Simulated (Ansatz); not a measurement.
## TaRu: pressure against volume scale

Periodic Kohn-Sham DFT of a crystal at fixed atoms, scaled to volume_scale times the given cell; pressure positive in compression, energy less spherical unpolarised free atoms, largest_vzz the field gradient of largest size among the nuclei. The results are calculated, by Ansatz 0.2.0.

The cell before it is scaled or strained (space group P4/mmm, No. 123):
```
CELL_PARAMETERS angstrom
3.05300 0.00000 0.00000
0.00000 3.05300 0.00000
0.00000 0.00000 3.38900
ATOMIC_POSITIONS crystal
Ta 0.50000 0.50000 0.50000
Ru 0.00000 0.00000 0.00000
```

Settings of every row: method frozen-core PAW; functional LDA; relativity scalar; k mesh 11x11x10; filling fermi-dirac; smearing width 0.05 eV; wave cutoff 420 eV; paw set soft_2.

Atom start moment: 0 on all atoms.

Limits: PAW files made with PBE; field gradient without spin-orbit coupling on heavy atoms; no gap: field gradients move with the k mesh; no spin-orbit coupling on heavy atoms.

```csv
row,volume scale,V (Å³/atom),pressure (GPa),largest V_zz (1e21 V/m^2)
1,0.94,14.846,6.676,3.089
2,0.96,15.162,0.34,2.65
3,0.98,15.478,-5.345,2.227
4,0.99,15.636,-7.963,2.016
5,1,15.794,?,?
6,1.01,15.952,-12.789,1.73
7,1.02,16.11,-15.01,1.8
8,1.04,16.426,-19.099,1.923
9,1.06,16.742,-22.757,2.042
```

Question: what pressure should row 5 give?

Worked fit of pressure. Take u = (V_r/V)^(2/3) − 1 with V_r = 15.794 Å³ an atom, which is twice the finite (Eulerian) strain; such expansions in the strain, on which the Birch-Murnaghan equation of state is built, carry the rest volume and the bulk modulus. The shown rows have u = 0.04213, 0.0276, 0.01356, 0.00673, -0.00661, -0.01312, -0.02582, -0.03811. Least squares give pressure = −10.4423 + 361.626 × u + 1034.47 × u² + 630 × u³ GPa; a parabola predicts inner rows, each left out in turn, worse (root mean square 0.01 against 0.002 GPa). The rows lie off it by 0.000, 0.000, 0.002, -0.001, -0.001, 0.000, 0.002, -0.001. The pressure vanishes at u = 0.0268, or V = 15.18 Å³ an atom, and there the bulk modulus at fixed shape and fractions is B = −V dP/dV = (2/3)(1 + u) dP/du = 286 GPa. Letting shape and atoms relax would as a rule lower it, by much in layered, chain or molecular crystals. The withheld row has u = 0, so the fit gives −10.4423 + 361.626 × (0) + 1034.47 × (0)² + 630 × (0)³ = -10.442 GPa.

The calculation gave -10.442 GPa. The fit meets it to the printed digit.

The other values of row 5: largest V_zz 1.807 1e21 V/m^2.
